How firmly does a linear N–P–N anion hold its most weakly bound electron? A calculation offers two answers, and they can differ by several electronvolts. One is the ionisation energy, the energy of the neutral molecule less that of the anion with the nuclei held still. The other is the HOMO, the level of the highest occupied orbital, whose negative is often read as the same quantity. The practical question is what becomes of each when the functional contains no exact exchange at all, as in PBE and r2SCAN.

Linear NPN⁻ (singlet, P–N 1.51 Å) in the gas phase, computed with PySCF 2.14.0 at the PBE0 geometry, with the def2-TZVPD basis and density fitting, without relativity. The ionisation energy is vertical, the energy of the neutral doublet minus that of the anion. The neutral has unrestricted orbitals, and MP2 keeps the cores frozen.

```
method  exact exchange, long range (%)  ionisation (eV)  HOMO (eV)
   PBE                               0                ?          ?
r2SCAN                               0                ?          ?
 TPSSh                              10             3.48      -0.69
 B3LYP                              20             3.61      -1.18
  PBE0                              25             3.57      -1.40
  MN15                              44             3.64      -2.10
 wB97X                             100             3.67      -3.73
    HF                             100             2.07      -4.25
   MP2                             n/a             4.74        n/a
```

The five density functionals with results, TPSSh to wB97X, agree on the ionisation energy to within 0.2 eV. Over the same rows the HOMO drops by 3.0 eV. The choice of functional therefore hardly touches the energy of removing the electron, but it decides where the orbital level lies. An explanation has to account for both facts at once.

Imagine the electron leaving in small portions. A semilocal functional, which builds exchange from the local density and its variation, doesn't fully cancel the repulsion of an electron with itself. The first portion then leaves too easily, because the charge that stays behind pushes it out. As more charge leaves, this false push weakens and each further portion costs more. The HOMO measures the cost of the first portion, whereas the ionisation energy is the average over all of them.

A parabola puts this into a formula. Let f be the fraction of the electron removed, ε the HOMO energy, I the ionisation energy and C the curvature caused mainly by the false self-repulsion:

E(f) = E(0) − ε f + ½ C f²

I = E(1) − E(0) = −ε + ½ C

so that I + ε = ½ C

The sum of ionisation energy and HOMO is thus a direct measure of the curvature. In an exact theory the energy runs straight between whole electron numbers, and the sum is zero. Semilocal exchange works much better at whole electrons than between them, so the average cost can be sound while the first portion is badly wrong.

The limit of large distance shows why an anion suffers so much. An electron far outside this anion should see a neutral molecule, with no net charge to repel it. A semilocal functional lets it feel the repulsion of the whole negative ion, its own charge included. A global hybrid, which uses the same share of exact exchange at every distance, removes only that share of the error. The range-separated wB97X removes all of it at long range, though it has much less exact exchange at short range.

The table fits this picture. The sum of ionisation energy and HOMO falls from 2.79 eV in TPSSh to 1.54 eV in MN15 as the exact exchange rises, and for wB97X it is close to zero. That self-interaction is the cause is established theory; what the rows themselves show is the pattern. The near-match in wB97X means that its two answers are consistent, which is less than saying that both are right.

Hartree–Fock marks the other limit, with full exact exchange and no correlation. If its orbitals stayed frozen, its ionisation energy would equal minus the HOMO. In fact the ionisation energy is 2.18 eV smaller, because the orbitals of the neutral radical readjust once the electron has gone, and those of the two spins are then free to differ. The curvature has changed sign, so full exact exchange without correlation overshoots.

For the HOMO without exact exchange, the simplest model replaces semilocal exchange by exact exchange in proportion to the share. The level then moves along a straight line. The line was fitted to the four global hybrids, TPSSh, B3LYP, PBE0 and MN15, and it falls by about 0.4 eV for every ten percentage points. The shares are those in the functionals' definitions, rounded to whole per cent. The functionals also differ in their other ingredients, so the line is a guide and not a law. At zero exact exchange it gives −0.33 eV.

PBE allows a second estimate, because PBE0 is PBE with a quarter of its exchange replaced by exact exchange. If the HOMO mixes in the same proportion, with Hartree–Fock as the exact-exchange end, then

ε(PBE) ≈ [−1.40 − 0.25 × (−4.25)] / 0.75 = −0.45 eV

The PBE0 and Hartree–Fock rows are inputs here, and PBE is the unknown. The weak point is the Hartree–Fock end, which lacks the correlation that PBE0 contains. This estimate therefore serves as a cross-check, and the line sets the forecast.

The forecast for the HOMO is about −0.3 eV for both functionals, with a range from −0.6 to 0.0 eV. That is higher than in every filled row. Of the two, r2SCAN should have the deeper level. It uses the kinetic-energy density, which lets it recognise regions dominated by a single orbital and reduce the self-interaction error a little there.

The ionisation energy is forecast as a constant, the mean of the five functionals. This gives about 3.6 eV for both, with a range from 3.4 to 3.8 eV and no order between them.

The two models add up to 3.26 eV for the sum of ionisation energy and HOMO. The forecast is a range from 2.8 to 3.6 eV around this value, larger than in every filled row. All these ranges are judgements that allow for differences between families of functionals; they aren't statistical intervals.

The withheld rows as computed:

```
method  exact exchange, long range (%)  ionisation (eV)  HOMO (eV)
   PBE                               0             3.58      -0.20
r2SCAN                               0             3.54      -0.43
```

The ionisation energies, 3.58 eV for PBE and 3.54 eV for r2SCAN, lie within 0.06 eV of the constant. A line in the exchange share through the four global hybrids would have given 3.47 eV, which is too low for both. Removing the last of the exact exchange thus has little effect on this energy difference. The flatness seen in the hybrids carries over to the semilocal functionals.

Both HOMO levels fall inside the forecast range, on opposite sides of its centre. PBE lies 0.13 eV above the line's value and r2SCAN 0.10 eV below it. One central value had to miss a pair that differs by 0.23 eV, and the order within the pair is the one forecast. Since the two ionisation energies are almost equal, the deeper level of r2SCAN means a smaller curvature. This agrees with weaker self-interaction, although the two functionals differ in other ways too.

The cross-check for PBE came out 0.25 eV too deep, and the miss is instructive. To reproduce the computed −0.20 eV, the exact-exchange end would have to lie at

[−1.40 − 0.75 × (−0.20)] / 0.25 = −5.0 eV

This is well below the Hartree–Fock level. Correlation binds electrons more strongly and so would shift that end in the required direction. It is the likely reason for the miss, but no row gives a HOMO level for full exact exchange at all distances together with correlation (MP2 combines the two but has no HOMO entry), so the size of the shift remains untested.

The sum of ionisation energy and HOMO comes to 3.38 eV for PBE and 3.11 eV for r2SCAN, more than in any row with exact exchange. In practice this is the result to remember. A user who looks only at the PBE level would conclude that the anion barely holds its electron. The total energies of the same functional say that removing it costs more than 3.5 eV.

For the energy of removing an electron, compute both charge states and subtract. If the work needs the orbital level itself, first add it to the ionisation energy from the same functional. A clearly positive sum means that the level lies too high, and it does so in both semilocal functionals and all four global hybrids. A range-separated functional with full exact exchange at long range is the natural remedy, and the single example here, wB97X, behaves accordingly. Full exact exchange alone isn't enough, as the clearly negative sum for Hartree–Fock shows.

Agreement among functionals is still no proof of accuracy, since they can share an error. The wave-function rows don't settle the matter: Hartree–Fock gives 2.07 eV and MP2 4.74 eV. Hartree–Fock misses more correlation in the anion, which has one electron more, and this makes ionisation too cheap. The neutral radical adds a second problem. Its Hartree–Fock state is no pure doublet: ⟨S²⟩ lies well above the three quarters of a single unpaired electron, so states of higher spin are mixed in. That mixing lowers the energy of the radical, while the closed-shell anion was given no such freedom. MP2 starts from the same contaminated state and usually recovers too little correlation there, so its ionisation energy is probably too high and can't serve as a benchmark.

Holding an electron is also not the same as holding together. An anion that holds its electron firmly may still fall apart, here perhaps by losing N₂, and isomers with a bond between the nitrogen atoms weren't searched for. The ionisation energy describes the grip on the electron at this one shape, not the shelf life of the substance. The output printed below gives the fits and their misses row by row.

The analysis program printed:

```
fit of homo on 4 rows (glob): constant -0.3297 +/- 0.064, coefficient of exx -0.04092 +/- 0.0023; rms 0.0405, worst TPSSh -0.0489, leave-one-out rms 0.128
  rows outside the fit (model, value, miss): PBE -0.3297, -0.2, -0.13; r2SCAN -0.3297, -0.43, 0.1; wB97X -4.422, -3.73, -0.692; HF -4.422, -4.25, -0.172
fit of ie on 5 rows (dft): constant 3.594 +/- 0.033; rms 0.0659, worst TPSSh 0.114, leave-one-out rms 0.0824
  rows outside the fit (model, value, miss): PBE 3.594, 3.58, 0.014; r2SCAN 3.594, 3.54, 0.054; HF 3.594, 2.07, 1.52; MP2 3.594, 4.74, -1.15
fit of ie on 4 rows (glob): constant 3.474 +/- 0.052, coefficient of exx 0.004069 +/- 0.0019; rms 0.0331, worst B3LYP -0.0543, leave-one-out rms 0.0749
  rows outside the fit (model, value, miss): PBE 3.474, 3.58, -0.106; r2SCAN 3.474, 3.54, -0.0657; wB97X 3.881, 3.67, 0.211; HF 3.881, 2.07, 1.81
Mismatch of ionisation energy and HOMO:
     row  ionisation + HOMO (eV)
     PBE                    3.38
  r2SCAN                    3.11
   TPSSh                    2.79
   B3LYP                    2.43
    PBE0                    2.17
    MN15                    1.54
   wB97X                   -0.06
      HF                   -2.18
Span of ionisation over the five filled functionals (eV): 0.19
Span of HOMO over the same five functionals (eV): 3.04
HOMO change per 10 per cent exact exchange, global hybrids (eV): -0.4092
Forecast of ionisation + HOMO without exact exchange (eV): 3.264
Fit-free estimate of the PBE HOMO from PBE0 and HF (eV): -0.45
HF ionisation less the mean of the five functionals (eV): -1.524
MP2 less HF ionisation (eV): 2.67
HOMO of r2SCAN less HOMO of PBE (eV): -0.23
Ionisation of r2SCAN less that of PBE (eV): -0.04
```
